\section{The Brillouin theorem}

The Hartree--Fock determinant has no Hamiltonian matrix element with any determinant obtained from it by replacing one occupied spin orbital by a virtual one. We show that this matrix element is an occupied--virtual element of the Fock matrix, that the same element is the gradient of the energy under orbital rotations, and that its vanishing is the Hartree--Fock equation itself.

\subsection{Premises and conventions}

(i) The one-particle space is spanned by $M$ orthonormal spin orbitals $\phi_p$, with $\{a_p,a_q^\dagger\}=\delta_{pq}$ and $\{a_p,a_q\}=0$.

(ii) The Hamiltonian is Hermitian and contains one- and two-electron terms only (a constant nuclear repulsion is dropped):
\begin{equation}
\hat H=\sum_{pq}h_{pq}\,a_p^\dagger a_q+\frac14\sum_{pqrs}\langle pq\|rs\rangle\,a_p^\dagger a_q^\dagger a_s a_r ,
\label{eq:H}
\end{equation}
where $\langle pq\|rs\rangle=\langle pq|rs\rangle-\langle pq|sr\rangle$ and, for molecules in atomic units, $\langle pq|rs\rangle=\iint\phi_p^*(1)\phi_q^*(2)\,r_{12}^{-1}\phi_r(1)\phi_s(2)\,d1\,d2$. We use only $h_{pq}^*=h_{qp}$, $\langle pq\|rs\rangle^*=\langle rs\|pq\rangle$ and the antisymmetry of $\langle pq\|rs\rangle$ in $p\leftrightarrow q$ and in $r\leftrightarrow s$.

(iii) The reference is one determinant of $N<M$ electrons, $|\Phi_0\rangle=a_1^\dagger\cdots a_N^\dagger|\mathrm{vac}\rangle$. Indices $i,j$ label occupied, $a,b,c$ virtual and $p,q,r,s$ arbitrary spin orbitals; $n_p=1$ for occupied and $0$ for virtual ones. Excited determinants carry the phases
\begin{equation}
|\Phi_i^a\rangle=a_a^\dagger a_i|\Phi_0\rangle,\qquad |\Phi_{ij}^{ab}\rangle=a_a^\dagger a_b^\dagger a_j a_i|\Phi_0\rangle .
\end{equation}

From (iii), $a_a|\Phi_0\rangle=0$, hence $\langle\Phi_0|a_a^\dagger=0$, and $a_i^\dagger|\Phi_0\rangle=0$. With $\langle\cdot\rangle$ the expectation value in $\Phi_0$,
\begin{equation}
\langle a_p^\dagger a_q\rangle=n_q\delta_{pq},\qquad
\langle a_p^\dagger a_q^\dagger a_s a_r\rangle=n_rn_s(\delta_{pr}\delta_{qs}-\delta_{ps}\delta_{qr}).
\label{eq:dens}
\end{equation}
The second relation is the overlap of $a_sa_r|\Phi_0\rangle$ with $a_qa_p|\Phi_0\rangle$. Both vanish unless the indices are occupied, they are orthogonal unless $\{p,q\}=\{r,s\}$, and exchange of the two annihilators gives the sign.

\subsection{Step 1: the matrix element for an arbitrary determinant}

In the one-electron part write $a_qa_a^\dagger=\delta_{qa}-a_a^\dagger a_q$. In the second term $a_a^\dagger$ anticommutes with $a_p^\dagger$, reaches the bra and annihilates it. Therefore
\begin{equation}
\langle a_p^\dagger a_q a_a^\dagger a_i\rangle=\delta_{qa}\langle a_p^\dagger a_i\rangle=\delta_{qa}\delta_{pi},
\end{equation}
and the one-electron contribution is $h_{ia}$. In the two-electron part two anticommutations give
\begin{equation}
a_sa_ra_a^\dagger=\delta_{ra}a_s-\delta_{sa}a_r+a_a^\dagger a_sa_r .
\end{equation}
The last term vanishes against the bra for the same reason, and Eq.~\eqref{eq:dens} with $n_i=1$ yields
\begin{equation}
\langle a_p^\dagger a_q^\dagger a_sa_ra_a^\dagger a_i\rangle=\delta_{ra}n_s(\delta_{pi}\delta_{qs}-\delta_{ps}\delta_{qi})-\delta_{sa}n_r(\delta_{pi}\delta_{qr}-\delta_{pr}\delta_{qi}).
\end{equation}
Contraction with $\frac14\langle pq\|rs\rangle$ leaves one sum over occupied orbitals,
\begin{equation}
\frac14\sum_j\big[\langle ij\|aj\rangle-\langle ji\|aj\rangle-\langle ij\|ja\rangle+\langle ji\|ja\rangle\big]=\sum_j\langle ij\|aj\rangle ,
\end{equation}
because antisymmetry makes the four terms equal. The term $j=i$ is zero. Define the Fock matrix of the determinant,
\begin{equation}
f_{pq}=h_{pq}+\sum_j\langle pj\|qj\rangle ,
\label{eq:fock}
\end{equation}
which is Hermitian by premise (ii). Then
\begin{equation}
\langle\Phi_0|\hat H|\Phi_i^a\rangle=h_{ia}+\sum_j\langle ij\|aj\rangle=f_{ia}.
\label{eq:step1}
\end{equation}
Nothing has been assumed about the orbitals beyond orthonormality. Equation~\eqref{eq:step1} holds for every determinant, with $f$ built from its own occupied orbitals.

\subsection{Step 2: the energy gradient under orbital rotations}

Any other orthonormal set in the same space is $\tilde\phi_p=\sum_q\phi_qU_{qp}$ with $U$ unitary, and every unitary matrix is $U=e^{\kappa}$ with $\kappa^\dagger=-\kappa$. Let $\hat\kappa=\sum_{pq}\kappa_{pq}a_p^\dagger a_q$, so that $\hat\kappa^\dagger=-\hat\kappa$. The commutator $[\hat\kappa,a_p^\dagger]=\sum_qa_q^\dagger\kappa_{qp}$ reproduces a creation operator, its $n$-fold iteration gives $\sum_qa_q^\dagger(\kappa^n)_{qp}$, and summing the series gives
\begin{equation}
e^{\hat\kappa}a_p^\dagger e^{-\hat\kappa}=\sum_qa_q^\dagger(e^{\kappa})_{qp}=\tilde a_p^\dagger .
\end{equation}
Since $\hat\kappa|\mathrm{vac}\rangle=0$, inserting $e^{-\hat\kappa}e^{\hat\kappa}$ between the creation operators shows that $e^{\hat\kappa}|\Phi_0\rangle=\tilde a_1^\dagger\cdots\tilde a_N^\dagger|\mathrm{vac}\rangle$. The states $e^{\hat\kappa}|\Phi_0\rangle$ are thus exactly the normalised determinants of the space, and
\begin{equation}
E(\kappa)=\langle e^{-\hat\kappa}\hat He^{\hat\kappa}\rangle=E_0+\langle[\hat H,\hat\kappa]\rangle+O(\kappa^2),\qquad E_0=\langle\hat H\rangle .
\end{equation}
A smooth path $U(\tau)$ with $U(0)=1$ has an anti-Hermitian derivative $U'(0)=\kappa$, and $E$ is a polynomial in the elements of $U$ and $U^*$. The linear term therefore covers every first-order variation among determinants.

Consider $a_p^\dagger a_q|\Phi_0\rangle$. It vanishes for virtual $q$. For $q=i$ and occupied $p\neq i$ it equals $-a_ia_p^\dagger|\Phi_0\rangle=0$. For $p=i$ it is $|\Phi_0\rangle$, and for $p=a$ it is $|\Phi_i^a\rangle$. Hence
\begin{equation}
\hat\kappa|\Phi_0\rangle=\Big(\sum_i\kappa_{ii}\Big)|\Phi_0\rangle+\sum_{ia}\kappa_{ai}|\Phi_i^a\rangle .
\label{eq:tangent}
\end{equation}
Because $-\langle\hat\kappa\hat H\rangle=\langle\hat\kappa^\dagger\hat H\rangle=\langle\hat H\hat\kappa\rangle^*$, the commutator term is $2\,\mathrm{Re}\langle\hat H\hat\kappa\rangle$. The diagonal elements $\kappa_{ii}$ are imaginary and $E_0$ is real, so the first term of Eq.~\eqref{eq:tangent}, a change of phase, drops out. With Eq.~\eqref{eq:step1},
\begin{equation}
\delta E=2\,\mathrm{Re}\sum_{ia}\kappa_{ai}f_{ia}.
\label{eq:grad}
\end{equation}
Occupied--occupied and virtual--virtual rotations do not appear. The complex numbers $\kappa_{ai}=x_{ai}+\mathrm{i}y_{ai}$ are independent, since anti-Hermiticity only fixes $\kappa_{ia}=-\kappa_{ai}^*$, and
\begin{equation}
\frac{\partial E}{\partial x_{ai}}\bigg|_0=2\,\mathrm{Re}f_{ia},\qquad\frac{\partial E}{\partial y_{ai}}\bigg|_0=-2\,\mathrm{Im}f_{ia}.
\label{eq:xy}
\end{equation}
The energy is stationary if and only if every $f_{ia}$ vanishes.

\subsection{Step 3: the Hartree--Fock equations}

Let $\hat f$ be the one-particle operator on the $M$-dimensional space with matrix \eqref{eq:fock}. Then $\hat f\phi_i=\sum_j\phi_jf_{ji}+\sum_a\phi_af_{ai}$, and $f_{ai}=f_{ia}^*$. All $f_{ia}$ vanish if and only if $\hat f$ maps the occupied space into itself,
\begin{equation}
\hat f\phi_i=\sum_j\phi_j\lambda_{ji},\qquad\lambda_{ji}=f_{ji},
\label{eq:hf}
\end{equation}
which is the general form of the Hartree--Fock equations. The sum over $j$ in Eq.~\eqref{eq:fock} involves the occupied orbitals only through the projector $\hat\gamma=\sum_j|\phi_j\rangle\langle\phi_j|$. A unitary mixing of occupied orbitals leaves $\hat\gamma$ and $\hat f$ unchanged and multiplies $\Phi_0$ by a phase. The Hermitian occupied block, and likewise the virtual block, may then be diagonalised, which gives the canonical equations $\hat f\phi_p=\varepsilon_p\phi_p$. Conversely, canonical orbitals have $f_{ia}=\varepsilon_a\delta_{ia}=0$.

\paragraph{Theorem.} Under premises (i)--(iii) three statements are equivalent. (A) $E$ is stationary at $\Phi_0$ under all complex occupied--virtual rotations. (B) For all $i$ and $a$,
\begin{equation}
\langle\Phi_0|\hat H|\Phi_i^a\rangle=h_{ia}+\sum_j\langle ij\|aj\rangle=f_{ia}=0 .
\label{eq:BT}
\end{equation}
(C) The occupied orbitals satisfy Eq.~\eqref{eq:hf}. Equation~\eqref{eq:xy} proves A$\Leftrightarrow$B and Step 3 proves B$\Leftrightarrow$C. Canonical orbitals are sufficient but not necessary.

\subsection{What follows, and what does not}

In the space spanned by $\Phi_0$ and all singles, the row of $\Phi_0$ has no off-diagonal element, so $\Phi_0$ is an eigenvector with eigenvalue $E_0$: single excitations alone do not mix with it.

Let $\Psi=\Phi_0+\sum c_i^a\Phi_i^a+\frac14\sum c_{ij}^{ab}\Phi_{ij}^{ab}+\cdots$ be an exact eigenstate in the space, not orthogonal to $\Phi_0$ and scaled so that $\langle\Phi_0|\Psi\rangle=1$. Moving both virtual creation operators to the left as in Step 1 gives $\langle a_p^\dagger a_q^\dagger a_sa_ra_a^\dagger a_b^\dagger a_ja_i\rangle=(\delta_{ra}\delta_{sb}-\delta_{rb}\delta_{sa})(\delta_{pi}\delta_{qj}-\delta_{pj}\delta_{qi})$, hence $\langle\Phi_0|\hat H|\Phi_{ij}^{ab}\rangle=\langle ij\|ab\rangle$. The one-electron part cannot remove two virtual electrons, and $\hat H$ cannot remove three. Projecting $\hat H\Psi=E\Psi$ on $\Phi_0$ gives
\begin{equation}
E-E_0=\sum_{ia}f_{ia}c_i^a+\frac14\sum_{ijab}\langle ij\|ab\rangle c_{ij}^{ab},
\label{eq:proj}
\end{equation}
and the first sum vanishes by the theorem. The coefficients $c_i^a$ themselves do not vanish, because singles couple to doubles: for $a\neq b,c$ the determinants $\Phi_i^a$ and $\Phi_{ij}^{bc}$ differ in two orbitals and are connected by $\pm\langle aj\|bc\rangle$.

M{\o}ller--Plesset theory orders these effects. Take $\hat H_0=\sum_p\varepsilon_pa_p^\dagger a_p$ and $\hat V=\hat H-\hat H_0$, with all $\varepsilon_a>\varepsilon_i$. In intermediate normalisation,
\begin{equation}
c_K^{(1)}=\frac{\langle K|\hat V|\Phi_0\rangle}{E_0^{(0)}-E_K^{(0)}},\qquad
c_K^{(2)}=\frac{\langle K|\hat V-E^{(1)}|\Psi^{(1)}\rangle}{E_0^{(0)}-E_K^{(0)}},
\label{eq:mp}
\end{equation}
and $E^{(n+1)}=\langle\Phi_0|\hat V|\Psi^{(n)}\rangle$. As $\hat H_0$ is diagonal, $\langle\Phi_i^a|\hat V|\Phi_0\rangle=f_{ai}=0$, so $\Psi^{(1)}$ holds doubles only and singles first appear in $\Psi^{(2)}$. Only the doubles of $\Psi^{(n)}$ enter $E^{(n+1)}$, and the first doubles fed by singles are those of $\Psi^{(3)}$, so singles reach the energy at fourth order. For a one-electron operator $\hat A$ the first-order correction $2\,\mathrm{Re}\langle\Phi_0|\hat A|\Psi^{(1)}\rangle$ vanishes, but singles enter at second order through $2\,\mathrm{Re}\langle\Phi_0|\hat A|\Psi^{(2)}\rangle$, the same order as the leading effect of doubles.

\subsection{Range of validity}

\emph{Finite bases.} The theorem is exact in any finite space, for the virtual orbitals of that space. In a non-orthogonal basis the Roothaan equations $FC=SC\varepsilon$ with $C^\dagger SC=1$ give $C^\dagger FC=\varepsilon$, which is diagonal. For a function outside the basis the coupling is in general not zero.

\emph{Stationarity only.} Minima, saddle points and maxima all satisfy Eq.~\eqref{eq:BT}, and the occupied orbitals need not have the lowest $\varepsilon_p$. The nature of the point is decided by the $O(\kappa^2)$ term.

\emph{Constrained variations.} A constraint removes some $\kappa_{ai}$, and stationarity then annuls only the matching combinations of $f_{ia}$; symmetry may annul the rest. With real integrals and real orbitals $\mathrm{Im}f_{ia}=0$, so real rotations suffice. For a spin-free $\hat H$ and orbitals of pure spin, spin-flip elements vanish because $\hat H$ conserves $S_z$, so unrestricted solutions obey Eq.~\eqref{eq:BT} in full. When one spatial rotation is shared by both spins, Eq.~\eqref{eq:grad} gives only $f^\alpha_{ia}+f^\beta_{ia}=0$. In a closed shell $f^\alpha=f^\beta$, and the full theorem follows. In a high-spin restricted open-shell determinant with singly occupied $\alpha$ orbitals $s$, the exchange terms differ. For doubly occupied $i$ and empty $a$, $f^\alpha_{ia}-f^\beta_{ia}=-\sum_s\langle is|sa\rangle$ in spatial orbitals, which is generally not zero, so the individual $\alpha$ and $\beta$ singles couple to $\Phi_0$.

\emph{Same Hamiltonian, same determinant.} Equation~\eqref{eq:BT} needs orbitals that are self-consistent for the $\hat H$ in the matrix element. Adding a one-electron perturbation $\hat A$ at fixed orbitals gives the coupling $A_{ia}$. Orbitals from another one-particle operator, or from an unconverged iteration, obey Eq.~\eqref{eq:step1} with $f_{ia}\neq0$ in general. Fractional occupations and multideterminant references violate premise (iii).

\subsection{Illustration: Hubbard dimer with unequal site energies}

Two orthonormal site orbitals $|1\rangle,|2\rangle$ hold two electrons, with hopping $t>0$, on-site repulsion $U$ and site energies $\mp\Delta/2$:
\begin{equation}
\hat H=-\frac{\Delta}{2}(\hat n_1-\hat n_2)-t\sum_\sigma\big(c_{1\sigma}^\dagger c_{2\sigma}+c_{2\sigma}^\dagger c_{1\sigma}\big)+U\sum_{\mu=1,2}\hat n_{\mu\alpha}\hat n_{\mu\beta}.
\end{equation}
For $\Delta=0$ the bonding and antibonding orbitals have opposite parity under site exchange and $f_{ia}=0$ by symmetry alone. For $\Delta\neq0$ it has to come from self-consistency. Real restricted orbitals depend on one angle,
\begin{equation}
g=\cos\theta|1\rangle+\sin\theta|2\rangle,\qquad u=-\sin\theta|1\rangle+\cos\theta|2\rangle ,
\end{equation}
and $|\Phi_0\rangle=a_{g\alpha}^\dagger a_{g\beta}^\dagger|\mathrm{vac}\rangle$. The spatial integrals in charge-cloud notation, $(pr|qs)=\langle pq|rs\rangle$, are $(pr|qs)=U\sum_\mu C_{\mu p}C_{\mu r}C_{\mu q}C_{\mu s}$, with $C_{\mu p}$ the site coefficients. With $\mathsf s=\sin2\theta$ and $\mathsf c=\cos2\theta$,
\begin{align}
h_{gg}&=-h_{uu}=-\tfrac12\Delta\,\mathsf c-t\,\mathsf s, & h_{gu}&=\tfrac12\Delta\,\mathsf s-t\,\mathsf c,\nonumber\\
(gg|gg)&=(uu|uu)=U(1-\tfrac12\mathsf s^2), & K&\equiv(gg|uu)=(gu|gu)=\tfrac12U\mathsf s^2,\nonumber\\
(gu|gg)&=-(gu|uu)=-\tfrac12U\mathsf s\mathsf c .&&
\end{align}
For $i=g\alpha$, $a=u\alpha$ the term $j=i$ of Eq.~\eqref{eq:step1} is zero and $j=g\beta$ has no exchange part, so
\begin{equation}
f_{gu}=h_{gu}+(gu|gg)=\tfrac12\Delta\,\mathsf s-t\,\mathsf c-\tfrac12U\mathsf s\mathsf c .
\label{eq:fgu}
\end{equation}
The energy is
\begin{equation}
E(\theta)=2h_{gg}+(gg|gg)=-\Delta\,\mathsf c-2t\,\mathsf s+U(1-\tfrac12\mathsf s^2),
\end{equation}
and direct differentiation gives $dE/d\theta=2\Delta\mathsf s-4t\mathsf c-2U\mathsf s\mathsf c=4f_{gu}$. Equation~\eqref{eq:grad} says the same: $\theta\to\theta+\delta$ means $\kappa_{ug}=\delta$ for each spin, so $\delta E=2(f_{gu}+f_{gu})\delta$.

With $|pq\rangle=a_{p\alpha}^\dagger a_{q\beta}^\dagger|\mathrm{vac}\rangle$, the two singles are $|ug\rangle$ and $|gu\rangle$. Their triplet combination $(|ug\rangle-|gu\rangle)/\sqrt2$ has the element $(f_{gu}-f_{gu})/\sqrt2=0$ with $\Phi_0$ at every $\theta$. The singlets are $\Phi_0=|gg\rangle$, $S=(|ug\rangle+|gu\rangle)/\sqrt2$ and $D=|uu\rangle$. From $\langle pq|\hat H|rs\rangle=h_{pr}\delta_{qs}+\delta_{pr}h_{qs}+(pr|qs)$,
\begin{align}
H_{0S}&=\sqrt2f_{gu}, & H_{0D}&=K, & H_{SS}&=2K,\nonumber\\
H_{SD}&=\sqrt2\,[h_{gu}+(gu|uu)], & H_{DD}&=2h_{uu}+(uu|uu). &&
\end{align}

\paragraph{Numbers.} Energies are in units of $t$. The illustrative inputs are $U=2.5$ and $\Delta=3$, chosen so that the self-consistent angle is simple; all results are the model's. With $\tau=\tan\theta$, multiplying $f_{gu}=0$ by $(1+\tau^2)^2$ gives
\begin{equation}
\tau^4+\tfrac{11}{2}\tau^3+\tfrac12\tau-1=(\tau-\tfrac12)(\tau^3+6\tau^2+3\tau+2)=0 .
\end{equation}
At $\tau=\tfrac12$, $\mathsf s=0.8$ and $\mathsf c=0.6$. Then $h_{gu}=0.6$ and $(gu|gg)=-0.6$: neither part of $f_{gu}$ is small, and they cancel. In the site basis $f_{11}=-\Delta/2+U\cos^2\theta=0.5$, $f_{22}=\Delta/2+U\sin^2\theta=2.0$ and $f_{12}=-1$, with eigenvectors $g,u$ and eigenvalues $\varepsilon_g=0$, $\varepsilon_u=2.5$. The curvature is $d^2E/d\theta^2=4\Delta\mathsf c+8t\mathsf s-4U(\mathsf c^2-\mathsf s^2)=16.4$. For opposite rotations $\theta\pm\delta$ of the two spins the interaction energy is $\frac U2[1+\cos(2\theta+2\delta)\cos(2\theta-2\delta)]$, and $d^2E/d\delta^2=-8h_{gg}-4U=3.6$ with $h_{gg}=-1.7$. The point is a local minimum among real unrestricted determinants. The cubic factor has one real root, $\tau=-5.522$, where $E=5.857$ and $d^2E/d\theta^2=-21.6$. This maximum of $E(\theta)$ obeys the theorem equally well.

At the minimum, in the order $(\Phi_0,S,D)$,
\begin{equation}
\mathbf H=\begin{pmatrix}-1.7&0&0.8\\0&1.6&1.6971\\0.8&1.6971&5.1\end{pmatrix},\qquad H_{SD}=1.2\sqrt2,
\end{equation}
with secular equation $E^3-5E^2-\frac{27}{4}E+10=0$. The table lists the lowest root in each subspace and the charge asymmetry $\hat N=\hat n_1-\hat n_2$, whose elements are $N_{00}=-N_{DD}=2\mathsf c=1.2$, $N_{0S}=N_{SD}=-\sqrt2\,\mathsf s=-1.1314$ and $N_{SS}=N_{0D}=0$.
\begin{center}
\begin{tabular}{lcc}
\hline
space & $E/t$ & $\langle\hat N\rangle$\\
\hline
$\Phi_0$, or $\Phi_0$ and $S$ & $-1.7000$ & $1.2000$\\
$\Phi_0$ and $D$ & $-1.7928$ & $1.1681$\\
$\Phi_0,S,D$ (full CI) & $-1.8056$ & $1.0275$\\
\hline
\end{tabular}
\end{center}
For the exact state $\Phi_0+c_SS+c_DD$ the first row of $\mathbf H$ is Eq.~\eqref{eq:proj}: $E-E_0=Kc_D=-0.1056$, so $c_D=-0.1320$. The second row gives $c_S=-H_{SD}c_D/(H_{SS}-E)=0.0658$, generated entirely through $D$. Admitting $S$ after $D$ lowers the energy by $0.0128$, which is 12 per cent of the correlation energy. For the density the proportions are reversed. Of the total change $-0.1725$ in $\langle\hat N\rangle$ the space of $\Phi_0$ and $D$ supplies $-0.0319$, while the term linear in $c_S$ is $2c_SN_{0S}=-0.1489$ before normalisation. Equation~\eqref{eq:mp} gives $c_D^{(1)}=-K/[2(\varepsilon_u-\varepsilon_g)]=-0.16$ and $c_S^{(2)}=-H_{SD}c_D^{(1)}/(\varepsilon_u-\varepsilon_g)=0.1086$. The higher orders change $c_S$ by $-0.0428$, comparable with $c_S$ itself: with $U$ equal to the orbital gap, the order counting shows how singles arise but not their size.

For contrast, take the eigenvectors of $h$, $\tan2\theta=2t/\Delta$, so that $\mathsf s=2/\sqrt{13}$, $\mathsf c=3/\sqrt{13}$ and $h_{gu}=0$. Then $f_{gu}=-0.5769$, $dE/d\theta=-2.3077$, $E_0=-1.4902$, $H_{0S}=-0.8159$ and $H_{SS}=0.7692$. Singles now mix directly, and the lowest root in the space of $\Phi_0$ and $S$ is $-1.7540$, below the Hartree--Fock energy $-1.7000$. There is no contradiction. The rotated determinant is $\cos^2\delta\,\Phi_0+\sqrt2\sin\delta\cos\delta\,S+\sin^2\delta\,D$, so $\Phi_0+c_SS$ agrees with a determinant only to first order in $c_S$, and the minimum over determinants does not bound its energy. The full CI energy, $-1.8056$, is the same for either choice of orbitals.